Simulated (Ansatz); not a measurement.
**A ladder of methods for BH5O (B(H2O)H3)**

BH5O: 7 atoms, total charge 0, spin state singlet. As SMILES, `[H]B([H])([H])<-O`. The shape is that of a GFN2-xTB optimisation.

```xyz
7

B     0.0678   -0.1117   -0.6689
O     0.1008   -0.1466    1.0307
H    -0.8361   -0.1426    1.2525
H     0.4863    0.7089    1.2448
H     1.2101   -0.0685   -0.9703
H    -0.5443    0.8763   -0.9302
H    -0.4847   -1.1158   -0.9586
```

Each level gives the energy change with the O2–H4 bond stretched from 0.962 to 1.444 Å (eV). The values are calculated.

| level | kind | program | value (eV) | less FCI/STO-3G | CPU time (all runs) |
| --- | --- | --- | --- | --- | --- |
| HF/STO-3G (restricted) | Hartree–Fock | Ansatz | 3.25 | +1.20 | 0.1 s |
| revPBE/STO-3G (restricted) | GGA | Ansatz | 1.86 | -0.19 | 1.6 s |
| r2SCAN/STO-3G (restricted) | meta-GGA | Ansatz | 2.17 | +0.12 | 3.4 s |
| PBE0/STO-3G (restricted) | global hybrid | Ansatz | 2.33 | +0.28 | 1.6 s |
| CAM-B3LYP/STO-3G (restricted) | range-separated hybrid | Ansatz | 2.33 | +0.28 | 1.9 s |
| B2PLYP/STO-3G (restricted) | double hybrid | Ansatz | 2.32 | +0.27 | 2.3 s |
| RPA@PBE/STO-3G (restricted) | RPA | Ansatz | 1.97 | -0.08 | 2.3 s |
| BCCD(T)/STO-3G (restricted) | coupled cluster or CI | Ansatz | 2.06 | +0.01 | 0.22 s |
| CCSD/STO-3G (restricted) | coupled cluster or CI | Ansatz | 2.07 | +0.02 | 0.17 s |
| FCI/STO-3G | exact in the basis | Ansatz | 2.05 | 0.00 | 21 s |

FCI/STO-3G is exact within its basis and frozen core, so for wave-function methods in that basis the difference is their error; functionals converge differently with the basis, so for them it is only a difference. A spin-restricted reference rises too steeply as a bond breaks; here HF/STO-3G lie well above the multireference or unrestricted value. The first shape isn't each level's own minimum. The values span 1.86 to 3.25 eV. All rows use very small basis sets, so none should be taken for the real molecule's value. Times are those of the runs behind each value, whatever else they computed, on shared processors of several kinds: orders of magnitude only.

Stretching the O–H bond costs 2.05 eV at the FCI level, while restricted Hartree–Fock gives 3.25 eV, so electron correlation lowers the cost substantially. As the σ and σ* orbitals approach each other in energy, the doubly excited σ*² configuration gains weight. It provides the left–right correlation that keeps the bonding electrons apart, whereas a single closed-shell determinant retains too much ionic character.

CCSD recovers nearly all of this effect, lying only 0.02 eV above FCI. At this extension the problem is therefore still mainly one of pair correlation in a single bond, and a single-reference expansion copes with it. BCCD(T) is almost indistinguishable from CCSD, leaving little room for connected triples to matter here.

Among the functionals, the semilocal revPBE and r2SCAN lie below both hybrids, probably because exact exchange brings back part of the Hartree–Fock steepness. Without the same stretch in free water, the numbers don't show how coordination to borane alters the O–H bond.
